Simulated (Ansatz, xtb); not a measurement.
# Relative energy of two isomers of HPSSeZn

Structure a is `[ZnH][S]P=[Se]`, a singlet and structure b is `P1[S][Zn][Se]1`, a singlet. Both are isolated molecules in the gas phase, relaxed with PBE-D3(BJ)/def2-SVP; each stands in its lowest conformer found.

Energies in hartree; the thermal terms are from PBE-D3(BJ)/def2-SVP harmonic frequencies (ideal gas, rigid rotor, one conformer each, 298.15 K, 1 atm) and include the zero-point energy:

|  | a | b |
| --- | --- | --- |
| E, CCSD(T)/def2-SVP | −4916.626373 | −4916.638696 |
| E, MP2/def2-SVP | −4916.599013 | −4916.610151 |
| E, MP2/def2-TZVPP | −4917.983136 | −4917.994634 |
| zero-point energy | 0.009765 | 0.012291 |
| H(298 K) − E | 0.017247 | 0.019120 |
| G(298 K) − E | −0.024319 | −0.019904 |

Question: Correct the CCSD(T) difference for the basis set by the MP2 change, then work out ΔE, ΔE₀, ΔH and ΔG for a → b in kJ/mol (1 Eh = 2625.50 kJ/mol) and the equilibrium ratio [b]/[a].

Answer: 1. Differences b − a: CCSD(T) −0.012323, MP2 in the small set −0.011138, MP2 in the large set −0.011498 Eh.
2. ΔE = −0.012323 + (−0.011498 − (−0.011138)) = −0.012683 Eh = −33.30 kJ/mol.
3. ΔE₀ = ΔE + ΔZPE = −0.012683 + (+0.002526) Eh = −26.67 kJ/mol.
4. ΔH = ΔE + (+0.001873) Eh = −28.38 kJ/mol.
5. ΔG = ΔE + (+0.004415) Eh = −21.71 kJ/mol, so ΔS = (ΔH − ΔG)/T = −22.4 J/(mol K).
6. kT = 0.9442 mEh, so K = [b]/[a] = exp(−ΔG/kT) = exp(+8.76) ≈ 6.4 × 10^3.

Structure b is favoured at this temperature. An error of 4 kJ/mol in ΔG would change K by a factor of 5. Mirror images and further conformers aren't counted.

As drawn, b has 1 Se–Zn, 1 P–Se, 1 P–H in place of 1 P=Se, 1 Zn–H. Structure a has no ring, b a 4-membered ring.

Other levels gave ΔE = −29.7 (PBE-D3(BJ)/def2-SVP); −56.8 (HF/def2-SVP); −29.2 (MP2/def2-SVP); −32.4 (CCSD(T)/def2-SVP) kJ/mol. The correlated steps freeze 24 core orbitals; the filled d shell of Se is correlated; the last core shell of Zn is correlated, in a basis made for valence electrons. Programs: Ansatz 0.2.0.

The ring b lies below the open chain a at every level listed, and the thermal terms narrow its lead without overturning it. Formally, the Zn–H bond adds across P=Se, with hydrogen going to phosphorus and selenium to zinc. This exchanges a rather weak π bond, limited by poor sideways overlap of the diffuse p orbitals, and a Zn–H bond for a stronger P–H bond and a polar Zn–Se bond. That gain evidently outweighs the strain of the four-membered ring, which also bends zinc away from the linear arrangement it prefers when two-coordinate.

Zero-point energy and entropy take similar shares of the reduction from ΔE to ΔG, as expected when a stiff P–H stretch replaces a softer Zn–H one and ring closure removes floppy skeletal motion. Hartree–Fock exaggerates the preference for b, probably because it misses more correlation energy in the unsaturated P=Se unit of a. The equilibrium ratio says nothing about how fast a would convert, since no barrier for the hydrogen shift was computed.
